The density of states tells how many electron states a metal offers in each slice of energy. Here the metal is ferromagnetic gadolinium, with two atoms in the cell. Energies count from the Fermi level, up to which the states are filled. "Up" is the majority spin and "down" the minority spin, and the columns "on Gd f", "on Gd d" and "on Gd s" show which atomic orbitals the states resemble.

Density of states of ferromagnetic hcp Gd, computed with Ansatz 0.2.0: r2SCAN, scalar-relativistic, collinear spins, plane waves with generated PAW datasets, 500 eV cutoff, 7×7×4 k-mesh, Fermi–Dirac smearing of 0.1 eV, unrelaxed cell. Values are tetrahedron-method means over 0.50 eV bins; orbital projections are summed over both atoms and both spins.

| bin centre from the Fermi level (eV) | total (states/eV/cell) | on Gd f (states/eV/cell) | on Gd d (states/eV/cell) | on Gd s (states/eV/cell) | on Gd p (states/eV/cell) | up (states/eV/cell) | down (states/eV/cell) |
| --- | --- | --- | --- | --- | --- | --- | --- |
| -6.28 | 0.00 | 0.00 | 0.00 | 0.00 | 0.00 | 0.00 | 0.00 |
| -5.78 | 28.00 | 27.95 | 0.02 | 0.01 | 0.00 | 28.00 | 0.00 |
| -5.28 | 0.04 | 0.00 | 0.00 | 0.04 | 0.00 | 0.04 | 0.00 |
| -4.78 | 0.12 | 0.00 | 0.00 | 0.10 | 0.00 | 0.12 | 0.00 |
| -4.28 | 0.18 | 0.00 | 0.02 | 0.15 | 0.00 | 0.18 | 0.00 |
| -3.77 | 0.29 | 0.00 | 0.05 | 0.23 | 0.01 | 0.26 | 0.03 |
| -3.27 | 0.50 | 0.00 | 0.14 | 0.34 | 0.01 | 0.40 | 0.11 |
| -2.77 | 0.98 | 0.00 | 0.47 | 0.47 | 0.02 | 0.81 | 0.17 |
| -2.27 | 1.13 | 0.00 | 0.66 | 0.42 | 0.02 | 0.87 | 0.26 |
| -1.77 | 1.72 | 0.00 | 1.28 | 0.38 | 0.03 | 1.30 | 0.42 |
| -1.27 | 2.10 | 0.01 | 1.63 | 0.37 | 0.03 | 1.04 | 1.06 |
| -0.78 | 3.44 | 0.04 | 2.90 | 0.30 | 0.05 | 2.00 | 1.45 |
| -0.28 | 1.35 | 0.03 | 1.15 | 0.10 | 0.02 | 0.77 | 0.58 |
| 0.23 | 1.81 | 0.09 | 1.51 | 0.11 | 0.02 | 1.00 | 0.80 |

**1. One bin towers over the others. How many electrons does it hold, and what would a finer bin do?**

Height times width gives the count: 28.00 states/eV × 0.50 eV = 14 electrons, or seven per atom. This is the half-filled 4f shell, all of it spin up. The 4f orbitals lie deep inside the atom and hardly overlap with those of the neighbours, so their levels stay sharp instead of spreading into a band. If the whole peak fitted into a bin of half the width, its height would double to 56 and its area would stay the same. Compare areas, therefore, and not heights.

The position of the peak deserves less trust than its area. Photoemission finds these electrons at very roughly −8 eV. Semilocal functionals such as r2SCAN bind them too weakly, because each electron partly repels itself.

**2. Which electrons hold the metal together?**

The bins between the 4f peak and the Fermi level contain about six electrons, three per atom. These 5d and 6s electrons do the bonding, while the compact 4f shell takes almost no part. The lowest of them are mainly 6s, while 5d leads from −2.27 eV upward. The 6s orbitals reach far out and overlap strongly, which spreads their states thinly over a wide range of energy. The 5d orbitals are more compact and there are five of them, so they pack more states into each electronvolt.

A free gadolinium atom has one 5d and two 6s electrons, but the metal has about two 5d and 0.7 6s electrons per atom. The upper part of the broad 6s band rises above the Fermi level, and its electrons go into 5d states instead. The exact split depends on how space is shared out among the orbitals, so one digit is enough.

**3. Seven 4f spins give seven Bohr magnetons. Why is the moment nearly eight?**

The conduction electrons are magnetised too: the cell has 3.9 with spin up and 2.0 with spin down. Half the difference, about 0.9 Bohr magnetons per atom, adds to the seven from 4f. Most of it sits in 5d, according to the orbital populations of the same calculation.

Standard theory explains this by exchange within the atom. A 5d electron whose spin is parallel to the 4f spins has a lower energy than one whose spin is opposite. The up states therefore sink relative to the down states, and since both spins fill to the same Fermi level, more up states end up occupied.

Experiment gives roughly 7.6 Bohr magnetons per atom. r2SCAN often magnetises metals too strongly, and the cell was not relaxed, so the size of the conduction part is less certain than its sign.

**4. Can a single energy shift predict the conduction moment?**

Suppose the down band is a copy of the up band, raised by a fixed energy. The bottom of the band shows how far. The five lowest conduction bins hold 0.50 up electrons, and the five down bins 1.5 eV higher hold the same number to within 0.01.

A down state at the Fermi level then corresponds to an up state 1.5 eV below it. The number of filled down electrons should equal the number of up conduction electrons below −1.5 eV, which is 1.99 per cell. The predicted moment is (3.90 − 1.99)/2 ≈ 0.95 Bohr magnetons per atom, against 0.93 from the actual bins. About a quarter of the down electrons had already served to set the shift, so only the rest test the idea.

The copy is poor in detail. At −0.78 eV the down density is 1.7 times what the shifted up band would give, and at −0.28 eV it is less than half. These errors nearly cancel in the sum. A likely reason is that exchange acts with different strength on different orbitals, which deforms the bands as well as moving them. The good count therefore owes something to luck, and the shift can't be used to draw the shape of the band. Nor is it the exchange splitting of the 5d states, because it was read at the band bottom, where the up states are mainly 6s.

**5. What would change if lutetium replaced gadolinium?**

Lutetium also gives three conduction electrons per atom, but its 4f shell is full, with seven electrons of each spin. Their spins cancel, so they favour neither direction for the 5d electrons. Exchange among the conduction electrons alone is too weak to magnetise the metal. The up and down columns would be identical. For a neighbouring rare-earth metal with three conduction electrons, first ask how large the net 4f spin is: the conduction electrons follow it.

**6. Some f weight appears near the Fermi level. Is there a second 4f band?**

The f share grows from about 1% of the bin at −0.78 eV to 5% at 0.23 eV. A true 4f band would make f the main part of a bin, as it does in the tall peak. The small share is better read as mixing: 5d and 6s states borrow a little character from the empty down 4f states at higher energy.

The spins support this reading. The same calculation finds about 0.04 filled down 4f electrons per cell. The tall peak contains no down electrons, so they must sit in the conduction bins, whose total f content is also about 0.04. Theory adds that mixing strengthens as two levels approach each other in energy, which fits the rise towards the empty 4f states.

**7. Which digits can be used for properties that depend on the Fermi level?**

Electron counts are sound to about one part in a hundred: the bins add up to 19.9 electrons where 20 belong. The density exactly at the Fermi level is another matter. The same calculation puts it at 1.0 states/eV per cell, while the two adjacent bins average about 1.6. In this run, the wide bins hide a dip.

The spin balance shifts as well, from 56% up in those two bins to 68% at the Fermi level itself. The electronic heat capacity and the electrical conductivity depend on this narrow region, so values read from the bins could mislead. The dip is itself uncertain, because the k-mesh samples few points there. Before using either number, repeat the calculation with denser meshes until the density at the Fermi level settles.
